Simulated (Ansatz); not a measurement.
## Y2C: the change of pressure with volume scale

Results calculated with Ansatz 0.2.0, not measured. Periodic Kohn-Sham DFT of a crystal at fixed atoms, scaled to volume_scale times the given cell; pressure positive in compression, energy less spherical unpolarised free atoms, largest_vzz the field gradient of largest size among the nuclei.

The cell before it is scaled or strained (space group R-3m, No. 166):
```
Y2C
1.0
      1.8124     1.0464     5.9880
     -1.8124     1.0464     5.9880
      0.0000    -2.0928     5.9880
Y C
2 1
Direct
  0.25793 0.25793 0.25793
  0.74207 0.74207 0.74207
  0.00000 0.00000 0.00000
```

Settings of every row: method all-electron PAW; functional PBEsol; relativity scalar; k mesh 11x11x11; filling fermi-dirac; smearing width 0.05 eV; nucleus gaussian.

Atom start moment: 0 on all atoms.

Limits: no gap: field gradients move with the k mesh.

| row | volume scale | V (Å³/atom) | pressure (GPa) | largest V_zz (1e21 V/m^2) |
| --- | --- | --- | --- | --- |
| 1 | 0.96 | 21.804 | 0.527 | -1.732 |
| 2 | 0.99 | 22.485 | -2.067 | -1.526 |
| 3 | 1 | 22.713 | -2.854 | -1.46 |
| 4 | 1.02 | 23.167 | -4.321 | -1.337 |
| 5 | 1.06 | 24.075 | ? | ? |

Question: what pressure should row 5 give?

Worked fit of pressure. Take u = (V_r/V)^(2/3) − 1 with V_r = 22.599 Å³ an atom, which is twice the finite (Eulerian) strain; such expansions in the strain, on which the Birch-Murnaghan equation of state is built, carry the rest volume and the bulk modulus. The shown rows have u = 0.02416, 0.00338, -0.00335, -0.01641. Least squares give pressure = −2.4654 + 117.42 × u + 266.1 × u² GPa; a straight line predicts inner rows, each left out in turn, worse (root mean square 0.07 against 0.0035 GPa). The rows lie off it by 0.000, -0.002, 0.002, 0.000. The pressure vanishes at u = 0.0201, or V = 21.93 Å³ an atom, and there the bulk modulus at fixed shape and fractions is B = −V dP/dV = (2/3)(1 + u) dP/du = 87.1 GPa. Letting shape and atoms relax would as a rule lower it, by much in layered, chain or molecular crystals. The withheld row has u = -0.0413, so the fit gives −2.4654 + 117.42 × (-0.0413) + 266.1 × (-0.0413)² = -6.861 GPa.

The calculation gave -6.872 GPa. The fit lies 0.011 GPa (0.15 % of the column's range) above it; its largest miss of a shown row is 0.002 GPa. This row lies beyond the range of the fit.

The other values of row 5: largest V_zz -1.118 1e21 V/m^2.
